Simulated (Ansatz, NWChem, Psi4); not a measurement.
# A ladder of methods for Si3H8 (trisilane)

The species is Si3H8 (11 atoms), meant as a singlet with charge 0. As SMILES, `[SiH3][SiH2][SiH3]`. Geometry: relaxed at PBE0-D4/def2-TZVP.

Each level gives the atomisation enthalpy at 298 K (kJ/mol). The values are calculated. The thermal term (zero-point and 298 K enthalpy, harmonic and unscaled) is that of wB97X-D/def2-SVP; the spin-orbit lowering of the free atoms at 298 K, 1.3 kJ/mol by their spectra, is taken off.

**What was measured.** CRC Handbook of Chemistry and Physics gives the atomisation enthalpy at 298 K of the gas as 2973 kJ/mol.

| level | kind | program | value (kJ/mol) | computed − measured |
| --- | --- | --- | --- | --- |
| BLYP/6-31G* (spherical functions) | GGA | Ansatz | 2873 | -100 |
| r2SCAN/6-31G* (spherical functions) | meta-GGA | Ansatz | 2959 | -14 |
| BHLYP/6-31G* (spherical functions) | global hybrid | Ansatz | 2916 | -57 |
| M06-2X/6-31G* (spherical functions) | hybrid meta-GGA | NWChem | 2940 | -33 |
| PBE0/6-31G* (spherical functions) | global hybrid | NWChem | 2911 | -62 |
| HSE06/6-31G* (spherical functions) | range-separated hybrid | Ansatz | 2913 | -60 |
| PBE-QIDH/6-31G* (spherical functions) | double hybrid | Ansatz | 2817 | -156 |
| CC3/6-31G* (spherical functions) | coupled cluster or CI | Psi4 | 2600 | -373 |

Nearest: r2SCAN/6-31G* (spherical functions) (-14 kJ/mol); farthest: CC3/6-31G* (spherical functions) (-373 kJ/mol). Computed less measured by kind, in kJ/mol (of the ab initio rows, those in 6-31G*): GGA -100; meta-GGA -14; global hybrid -62 to -33; range-separated hybrid -60; double hybrid -156; coupled cluster or CI -373. Wave-function methods converge slowly with the basis and bind too weakly in sets of this size; that is part of their error here. The measured heats of formation of B, Si, Al and metal atoms are uncertain by some kJ/mol each.

Every level underbinds trisilane, and the two that use explicit wave-function correlation do so most, with CC3 well below PBE-QIDH. This reverses the usual hierarchy of accuracy, but it doesn't point to a failure of coupled cluster: a saturated silane is well described by a single reference. Atomisation breaks ten electron-pair bonds, eight of them Si–H, and 6-31G* puts no polarisation functions on hydrogen. The angular correlation of those pairs is therefore largely missing in the molecule, with no comparable loss in the free hydrogen atoms. Density functionals take their correlation from the density and suffer less.

Exact exchange alone doesn't order the functionals. BHLYP binds more strongly than BLYP, although a larger share of exact exchange often weakens binding where static correlation matters; these localised σ bonds have little of it. PBE0 and HSE06 nearly coincide, as expected when screening acts only on long-range exchange in a small molecule. The closeness of r2SCAN to experiment probably includes some cancellation between functional and basis errors, so it doesn't establish r2SCAN as the most accurate functional for silanes.
